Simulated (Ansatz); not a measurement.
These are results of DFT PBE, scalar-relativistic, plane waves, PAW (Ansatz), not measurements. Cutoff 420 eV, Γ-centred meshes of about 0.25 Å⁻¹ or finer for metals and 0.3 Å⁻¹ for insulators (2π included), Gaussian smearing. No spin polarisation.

Relaxed forms of SnO₃:

Cell 1. Space group P-1 (No. 2), triclinic, a = 3.440 Å, b = 4.095 Å, c = 8.214 Å, α = 77.8°, β = 89.2°, γ = 87.3°. Sn has 2 O at 2.03 Å, 4 O at 2.21–2.23 Å and 2 O at 2.52–2.53 Å; around O on its first site lie 1 O at 1.53 Å, 1 Sn at 2.03 Å and 1 Sn at 2.52 Å; around O on its second site lie 1 O at 1.53 Å, 1 Sn at 2.03 Å and 1 Sn at 2.53 Å; O on its third site is surrounded by 4 Sn at 2.21–2.23 Å.

Cell 2. Space group Pmmm (No. 47), orthorhombic, a = 3.549 Å, b = 3.876 Å, c = 4.037 Å. Around Sn lie 2 O at 1.94 Å and 4 O at 2.19 Å; around O on a site of symmetry mm2 lie 1 O at 1.45 Å and 2 Sn at 2.19 Å; around O on a site of symmetry mmm lie 2 Sn at 1.94 Å.

Cell 3. Space group P2_1/m (No. 11), monoclinic, a = 4.254 Å, b = 3.166 Å, c = 7.824 Å, β = 96.8°. Around Sn lie 6 O at 2.14–2.16 Å and 2 O at 2.30 Å; O on its first site has 1 O at 1.60 Å and 2 Sn at 2.16 Å; O on its second site is surrounded by 1 O at 1.60 Å and 2 Sn at 2.16 Å; O on its third site is surrounded by 2 Sn at 2.14 Å and 2 Sn at 2.30 Å.

Problem. Order them by Kohn–Sham gap, widest first, and say which is lowest in energy.

Solution. Gaps on the mesh: 0.98 eV for cell 3, 0.64 eV for cell 1, none for cell 2. Lowest in energy is cell 1; cell 3 lies 44 meV/atom higher and cell 2 lies 102 meV/atom higher. The widest gap doesn't belong to the lowest form. Counting O atoms around Sn (those within 1.25 times the shortest such distance or 1.15 times the sum of covalent radii, 1.27 where that leaves under three; a plus sign parts nearer from farther groups): cell 1 (P-1, 14.1 Å³/atom) has Sn 2+4+2 and O–O pairs (shortest 1.53 Å, as in peroxide); cell 2 (Pmmm, 13.9 Å³/atom) has Sn 2+4 and O–O pairs (shortest 1.45 Å, as in peroxide); cell 3 (P2_1/m, 13.1 Å³/atom) has Sn 8 and O–O pairs (shortest 1.60 Å, as in peroxide).

Gaps are read on each cell's k mesh and can be smaller between its points; Kohn–Sham gaps at this level usually fall short of measured ones, and a small gap can close altogether. Weakly bound directions are ill-defined at this level, which has no dispersion term (P-1, P2_1/m), and this can change margins and order among such cells. Cell 1 has imaginary phonons (to 108i cm⁻¹), so it is a saddle point at this level. A kick in its own cell came back all the same. With atoms moved at random, cell 3 (by 44 meV/atom) fell into a lower structure. Cell 2 had no clear such test and can be a saddle point. Some structure types and database cells were kept out of the candidates from the start, so a known form may be missing.

The O–O pairs show that the high oxygen content doesn't require tin beyond its usual highest oxidation state. Each formula unit can be read as Sn(IV) with one peroxide and one oxide ion, since oxidising oxygen costs far less than opening the filled Sn 4d shell. This count leaves closed shells in all three cells, so the missing gap in cell 2 suggests band overlap rather than a partly filled band required by composition. The filled peroxide π* levels probably form the top of the valence band, with Sn 5s and O–O σ* states competing for the bottom of the conduction band. The gap grows with O–O length across the three cells, but the surroundings of tin change as well, so bond length can't be singled out as the cause. The 1.60 Å pair in cell 3 is a stretched, weakened peroxide bond. The energies rank only these forms against one another and don't show whether SnO₃ resists loss of oxygen to give SnO₂.
